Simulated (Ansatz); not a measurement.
# From Si to Sn: the atomisation energy (no zero-point term)

Gas-phase molecules, one atom swapped for its congeners: C2HCl3Si `C#C[Si](Cl)(Cl)Cl`; C2HCl3Ge `C#[C][Ge]([Cl])([Cl])[Cl]`; C2HCl3Sn `C#[C][Sn]([Cl])([Cl])[Cl]`. All are singlets with charge 0.

Shapes, held fixed at every level: PBE0-D4/def2-TZVP. Programs: Ansatz 0.2.0. Values in eV.

```tsv
level	C2HCl3Si	C2HCl3Ge	C2HCl3Sn
HF/def2-TZVPP	21.12	19.02	18.13
PBE-D4/def2-TZVPP	29.91	27.74	26.64
r2SCAN-D4/def2-TZVPP	29.30	27.10	25.96
BHLYP-D4/def2-TZVPP	27.79	25.54	24.54
PBE0-D4/def2-TZVPP	29.28	27.10	25.99
CCSD/def2-TZVPP	27.33	25.43	24.29
CCSD(T)/def2-TZVPP	28.05	26.16	25.02
```

At CCSD(T)/def2-TZVPP the atomisation energy falls at every step, from 28.05 to 25.02 eV. Every level shows the same order. For atoms past krypton def2 sets carry core potentials with scalar relativity. Relativity is left out for Ge. Outer-core shells of Ge, Sn are correlated in most correlated rows, in sets that cover them unevenly. Spin-orbit coupling, which grows down the group, is left out (summed over each molecule's free atoms 0.14, 0.24, 0.42 eV). Coupled cluster in double- or triple-zeta sets underbinds by a few per cent against its basis-set limit. CCSD also lacks the triples, which bind further.

The fall from Si to Sn reflects weaker bonds around the central atom, since the ethynyl group and the three chlorines are common to all three molecules. As the valence s and p orbitals grow larger and more diffuse, they overlap less well with the compact orbitals of carbon and chlorine. The drop is larger from Si to Ge than from Ge to Sn at every level. This probably reflects the filled 3d shell of Ge, which screens the nucleus poorly and keeps germanium relatively electronegative, so its bonds to chlorine gain less from polarity than those of silicon. Tin is more electropositive, and greater ionic character can offset part of its further loss of overlap.

Hartree–Fock already gives the ordering, although it misses much of the binding, so the trend doesn't depend on electron correlation. Correlation mainly adds a large and similar contribution to each molecule, much of it from electron pairing in the shared carbon–carbon triple bond. These totals don't separate the bonds to carbon from those to chlorine, so they can't show which weakens more.
